## Examination question: stretching bismuth telluride

Three energies set the scale. Thermal energy at room temperature is about 0.026 eV, the band gap of Bi₂Te₃ is of the order of 0.1 eV, and the spin–orbit splitting of the outer p level of a bismuth atom is roughly 2 eV. The gap is thus a small remainder of much larger energies, and a modest change in the size of the cell can use it up.

Bi₂Te₃ is a stack of layers, each made of five atomic planes in the order Te–Bi–Te–Bi–Te. The table follows one crystal as its cell is scaled. Volume is given per atom, c/a is the ratio of the long cell edge to the in-plane edge, and the shortest distance is a Bi–Te bond. The atoms were allowed to relax inside each cell with the functional r2SCAN-rVV10, and the gaps were then computed with r2SCAN.

Bi₂Te₃ (space group R-3m) in uniformly scaled cells, computed with Ansatz 0.2.0 using r2SCAN with spin–orbit coupling, PAW, a plane-wave cutoff of 500 eV, an 8×8×8 k mesh and Fermi–Dirac smearing of 0.02 eV. Atomic positions were relaxed with r2SCAN-rVV10. The ratio c/a refers to the conventional hexagonal cell, and the band gap is the smallest found, direct or indirect.

```
volume (Å³/atom)     c/a  shortest distance (Å)  band gap (eV)
          30.893  7.1413                  3.001          0.217
          31.868  7.1413                  3.017          0.233
          32.864  7.1413                  3.033          0.202
          33.880  7.1413                  3.048          0.167
          34.917  7.1412                  3.061          0.132
          35.975  7.1412                  3.074          0.094
          37.054  7.1412                  3.087          0.023
          38.155  7.1413                  3.098          0.000
          39.277  7.1413                  3.109          0.011
```

### 1. The cell edges grow by 8.3 % from the first row to the last. Do the bonds grow as much?

No. The shortest Bi–Te distance, the one to the outer tellurium planes, grows by only 3.6 %. The in-plane edge a follows from the volume and c/a, and in this stacking the bond spans a/√3 sideways, so its height is √(d² − a²/3), with d the shortest distance. That height shrinks from 1.76 to 1.65 Å.

The likely reason is that the bond is stiff: when the plane is pulled wide, the bond tilts flatter instead of stretching fully. The inner Bi–Te planes do not move apart either: in the relaxed positions their spacing of about 2.0 Å shrinks by just under 1 %. Each five-plane layer therefore gets slightly thinner, and all the net growth along the stack goes into the space between layers, which widens from about 2.5 to 3.6 Å.

*Remark.* Fixed c/a is not the same as hydrostatic pressure. In the first row the computed stress is 7.4 GPa in the plane but 6.5 GPa along the stack, so the table should not be read as a pressure gauge.

### 2. Does expansion widen or narrow the gap?

It narrows the gap at every step from 31.868 to 38.155 Å³/atom. The first and last steps go the other way, and each needs its own explanation.

In the first step two conduction minima change places. At the point in k space that holds the valence edge, the direct gap rises from 0.217 to 0.247 eV. Meanwhile another conduction minimum drops below the one at that point and limits the gap to 0.233 eV. The maximum in the table is where one minimum takes over from the other. The rise of 0.016 eV is smaller than the possible error from the choice of k points, so the place and height of the maximum are uncertain.

### 3. How fast does the gap fall, and does the rate hold?

The usual measure is the deformation potential, the change of gap per unit of ln V, where V is the volume. Between 31.868 and 35.975 the gap falls by 0.139 eV while ln V grows by ln(35.975/31.868) = 0.121. The ratio is −1.1 eV, or about 11 meV of gap lost for each per cent of added volume.

Now carry this rate on to 38.155, a row not used to obtain it. There ln V has grown by a further 0.059, so the forecast is 0.094 − 1.147 × 0.0588 ≈ 0.027 eV. The calculation gives no gap at all, so the computed fall is faster than a constant rate allows.

*Remark.* Part of this miss comes from how k space was searched. The band edges of the last three rows include points off the regular mesh, while those given for the earlier rows lie on it. On the mesh alone, the gap at 38.155 is 0.007 eV. That is still below the forecast, so some steepening remains when like is compared with like.

### 4. The row at 38.155 shows 0.000. Have the bands met?

They overlap, but not at one point. The lowest conduction state lies 0.011 eV below the highest valence state, and the two sit at different places in k space. At Γ, the centre of the zone, a direct gap of 0.020 eV remains. In this calculation the crystal is a weak semimetal.

At room temperature this overlap would hardly set the row apart. The gaps of its two neighbours are also below the thermal energy, so in all three rows electrons and holes would be plentiful.

### 5. Why should pulling atoms apart close a gap?

A simpler system shows the mechanism: a chain of atoms, each with one s and one p orbital. Let the s level lie Δ above the p level, and let neighbours couple with strength t within each kind of orbital. The s band is lowest and the p band highest at the zone centre, where they are separated by Δ − 4t.

If the atoms are close, 4t exceeds Δ and the order at the centre is inverted. The two bands would then cross at a wave number k with cos k = Δ/4t. Coupling between s and p, of strength g, opens a gap of about 4g sin k there.

Stretching the chain weakens t and g. The crossing moves towards the centre, and the gap there shrinks with sin k. Near the end the smallest gap lies at the centre itself, where it is 4t − Δ, and it closes when 4t equals Δ. Beyond that point the order is normal, and further stretching opens the gap again.

In Bi₂Te₃ both sets of states come from p orbitals, those of Bi and of Te, and near equilibrium spin–orbit coupling is known to invert them at Γ. The chain therefore illustrates how an inverted gap closes, but not what causes the inversion. It also has no bonds that tilt and no layers that part: stretching weakens all its couplings alike, whereas in the crystal the expansion along the stack opens only the space between layers.

### 6. Which results support this picture, and which do not?

The conduction edge moves as the chain suggests. On the line from Γ to the zone boundary along the stacking direction, it lies halfway out at 35.975, a quarter of the way out at 37.054 and at Γ in the last two rows. These are all points of the regular mesh, whose spacing is a quarter of that line, so the positions are coarse.

The smallest direct gap behaves in the same way. It falls about tenfold between 34.917 and 38.155, where it is 0.020 eV, then recovers to 0.056 eV at 39.277. This is what a closing and reopening near 38.155 would look like. The closing probably lies just beyond that row. At 35.975 the gap at Γ is still at least 0.13 eV, so a closing before 38.155 would mean that it changed quickly at first and then less than half as fast.

The valence edge does not follow the chain. It stays away from Γ in every row, which is why the bands can overlap while a direct gap survives.

*Remark.* The decisive test would be the parity of the states at Γ before and after the closing. Parities are not among the results, so the loss of inversion is a well-founded reading and not a demonstrated fact.

### 7. What would change without spin–orbit coupling, or with a lighter element in place of bismuth?

Without spin–orbit coupling the states at Γ would keep their normal order near equilibrium. Expansion would then have no inversion to undo, and from there on the gap at Γ should widen. No row was computed that way, so this rests on theory.

A lighter element of the same group has weaker spin–orbit coupling. If nothing else changed, less expansion would be needed to lose the inversion, and with weak enough coupling there would be none to lose. In a real compound the orbital energies and bond lengths change as well, so the argument gives a direction and no volume.

The general rule is to ask first whether the band order is normal or inverted. Where weaker overlap undoes an inversion, expansion first closes the direct gap at the inverted point and then opens it.

### 8. Which digits can be trusted?

Within this method, the fall from 31.868 to 35.975 is safe, and so is a rate of about −1 eV per unit of ln V. The third decimal of a gap is not, and even the second is doubtful. At 37.054 the choice of k points alone changes the gap by 0.03 eV, and earlier gaps may be too large by a similar amount. In the last three rows the gap is also comparable with the smearing width of 0.02 eV or smaller, so the occupations are blurred across it. The runs raise no warning about this; it shows only when the two energies are compared.

The small recovery of the gap in the last row should therefore carry little weight. The growth of the direct gap at Γ, 0.036 eV, is firmer because it compares the same k point in both rows.

The volume at which the gap at Γ closes is less certain than the trend. It depends on the energy difference between Bi-like and Te-like states, which density functionals such as r2SCAN give only approximately. A different level of theory could move the closing to another volume while leaving the mechanism intact.
